Neutral triplet GeH2 at a PBE0/def2-TZVP geometry, calculated with Ansatz 0.2.0 and the in-house AFQMC program afq 1. All levels use the cc-pVTZ basis and a UHF determinant, with frozen cores (six electrons correlated) and no relativity. For phaseless AFQMC (ph-AFQMC), the trial wavefunction is named after the slash.

| level | this level less the reference (CCSDT(Q), same basis) (meV) | statistical noise, one standard error (meV) |
| --- | --- | --- |
| HF | 3003.0 | 0.000 |
| MP2 | 656.9 | 0.000 |
| CCSD | 97.9 | 0.000 |
| CCSD(T) | 20.2 | 0.000 |
| CCSDT | 1.7 | 0.000 |
| ph-AFQMC/HF | 20.9 | 12.400 |
| ph-AFQMC/CISD | 2.6 | 1.900 |
| released AFQMC | 0.3 | 1.000 |
| free AFQMC | 0.0 | 1.100 |

## What the errors measure

Each error in the table is the total energy at one level less the energy from CCSDT(Q) in the same basis. For HF the error is therefore the whole correlation energy: what the electrons gain by avoiding one another individually instead of feeling only an average repulsion. It is about 3 eV here, or half an eV for each of the six correlated electrons. The levels from MP2 to CCSDT recover more and more of it, until less than 2 meV is left.

The state is a triplet in which one determinant dominates. That determinant has a weight of 0.93 in the CISD wavefunction, and the T1 diagnostic, which measures how far the orbitals want to change, is only 0.016. Correlation is then a modest correction to a good starting point, and the size of a modest correction can be estimated step by step.

## The picture: each order costs a constant factor

HF treats the repulsion between electrons as an average. The rest of the repulsion acts as a perturbation that lifts electrons from occupied into empty orbitals. Each further order of perturbation theory brings in one more such coupling and divides by one more excitation energy. Successive orders should therefore shrink by roughly the ratio of a typical coupling to a typical excitation energy.

Two limits show what this ratio does. If the couplings were negligible beside the excitation energies, the first correction would be nearly the whole story and MP2 would be almost exact. If the two were equally large, as when a bond is pulled apart and two determinants become nearly degenerate, later orders would be no smaller than earlier ones. Going to a higher order would then bring no reliable gain. Triplet GeH2 lies between these limits, much nearer to the first.

## Which order does each level miss first?

As a working assumption, the error of a level comes mainly from the first order that it does not treat completely. Standard theory gives these orders:

- **HF** contains the energy through first order and first errs at order 2, where pairs of electrons are excited.
- **MP2** adds order 2 and first errs at order 3, where the excited pairs interact.
- **CCSD** treats single and double excitations and their products, and first errs at order 4, where three electrons are excited in one connected event.
- **CCSD(T)** estimates these triple excitations by perturbation theory and first errs at order 5.
- **CCSDT** treats the triples in full and also first errs at order 5, where connected quadruple excitations enter.

## The rule and two worked rows

Call the first order that a level misses n. The rule is

error ≈ 3000 meV / 5ⁿ⁻²

It has two parameters. The scale of 3000 meV is the rounded HF error, so the HF row is no test. The factor 5 is a round value chosen after looking at the steps from HF to CCSD(T), so the two rows worked here helped to choose it. They show how to use the rule; they are not independent predictions.

For CCSD, n is 4, so the scale is divided by 5 twice. That gives 3000 / 25 = 120 meV, where the table has 97.9 meV.

For CCSD(T), n is 5, which means one more division. That gives 120 / 5 = 24 meV, where the table has 20.2 meV.

## How good is it?

For MP2, CCSD and CCSD(T) the rule comes within a quarter of the tabulated error, while the errors themselves span a factor of more than thirty. The actual steps are uneven: the error falls by a factor of 4.6 from HF to MP2, by 6.7 from there to CCSD, and by 4.8 from there to CCSD(T). The factor 5 is thus an average habit of this molecule, not a constant of nature. The table also lists no separate orders of perturbation theory, so the agreement supports the rule as a fit but does not prove the picture behind it. CCSD, for example, misses only the triples part of order 4, not the whole order. The printed output after the text gives the comparison level by level.

The rule gives the size of an error and should not be used to correct an energy. For MP2 it is off by 57 meV, which is only a tenth of the MP2 error but nearly three times the whole error of CCSD(T).

## Where it breaks: CCSDT

CCSDT first errs at the same order as CCSD(T), so the rule gives it the same 24 meV. The table has 1.7 meV, and the estimate is too large by a factor of 14. Counting orders tells when a kind of contribution first appears. It does not tell how large the different kinds within that order are.

The table shows which kind matters. Full triples lower the CCSD energy by 96 meV, while the perturbative estimate (T) finds only 78 meV of this. The difference of 18.5 meV makes up about nine tenths of the CCSD(T) error. That error thus comes mostly from an approximate treatment of triples, and CCSDT removes this part.

What remains for CCSDT is the connected quadruples. Theory gives a reason for them to be small: when four electrons are excited, the most likely event is two pairs excited independently, and CCSD already contains that as a product of double excitations. Only the part in which all four electrons act together is left over. In a molecule with one dominant determinant, this part is usually slight.

The value of 1.7 meV is by construction the (Q) correction of the reference, so it needs an outside check. The free and released AFQMC walks, which work without the constraint or let it go, agree with the reference within their noise of about 1 meV. The error bar of the free walk leaves out any remainder of its starting state, but its last energies show no further fall beyond the noise. Some agreement was a condition for using this reference, but only to within tens of meV. The failure of the rule for CCSDT is therefore far larger than any doubt about the reference that these walks leave open.

## A cruder count that includes CCSDT

One can instead count rungs on the ladder HF, MP2, CCSD, CCSD(T), CCSDT and divide 3000 meV by 6 at each step. Four steps give 2.3 meV for CCSDT, close to the table. This count stays within a factor of 1.5 of the tabulated error on every rung.

The price is a weaker foundation. The last division by 6 does not follow from the order of perturbation theory; it merely imitates the smallness of the quadruples. The count of rungs is easier to remember, whereas the count of orders offers a reason for the errors to shrink and shows where each new kind of excitation first enters.

## AFQMC needs a different estimate

Phaseless AFQMC samples the wavefunction by random walks and uses a trial wavefunction to keep their phases under control. With an exact trial this constraint would cause no bias; with an approximate one the bias depends on the quality of the trial. The method therefore has no first missing order, and the rule does not apply to it.

What the table does give is a rough upper bound on the bias: the tabulated error plus two standard errors. This bound is about 46 meV with the HF trial and about 6 meV with the CISD trial. Both tabulated errors are less than two standard errors from zero, so neither bias is resolved. A better trial generally reduces the bias, but these two rows are too noisy to demonstrate it. For the same reason, the near equality of the HF-trial error and the CCSD(T) error carries no physical meaning.

## How far the rule reaches

The rule rests on one dominant determinant. For a similar hydride near its equilibrium shape, a sensible first guess is to start from its own correlation energy and divide by about 5 for each order; whether the factor carries over is untested here. For a stretched bond, the second limit above warns that the errors may stop shrinking if the determinant is a restricted one. An unrestricted determinant, as used here, can avoid the near degeneracy, but it then mixes spin states, which can also slow the improvement from level to level.

The rule also describes only the correlation of the six valence electrons within one basis. The 3d shell of germanium is frozen and relativity is left out, so an error of 2 meV against the reference is no promise of 2 meV against experiment. Moreover, this triplet is an excited state, since the ground state of GeH2 is a singlet. The error of the energy gap between them depends on how far the errors of the two states cancel, which requires an estimate for each.

Numerical output:

```
HF error per correlated electron (six electrons), meV: 500.5
step factor HF to MP2: 4.571
step factor MP2 to CCSD: 6.71
step factor CCSD to CCSD(T): 4.847
step factor CCSD(T) to CCSDT: 11.88
order rule for MP2, meV: 600
order rule for CCSD, meV: 120
order rule for CCSD(T) and also for CCSDT, meV: 24
order rule over table, MP2: 0.9134
order rule over table, CCSD: 1.226
order rule over table, CCSD(T): 1.188
order rule over table, CCSDT: 14.12
order rule less table, MP2, meV: -56.9
rung rule for CCSDT, meV: 2.315
rung rule over table, MP2: 0.7612
rung rule over table, CCSD: 0.8512
rung rule over table, CCSD(T): 0.6876
rung rule over table, CCSDT: 1.362
energy gained by full triples over CCSD, meV: 96.2
energy gained by perturbative triples over CCSD, meV: 77.7
triples part of the CCSD(T) error, meV: 18.5
triples part of the CCSD(T) error, percent: 91.58
error over noise, ph-AFQMC with HF trial: 1.685
error over noise, ph-AFQMC with CISD trial: 1.368
error plus two standard errors, HF trial, meV: 45.7
error plus two standard errors, CISD trial, meV: 6.4
```
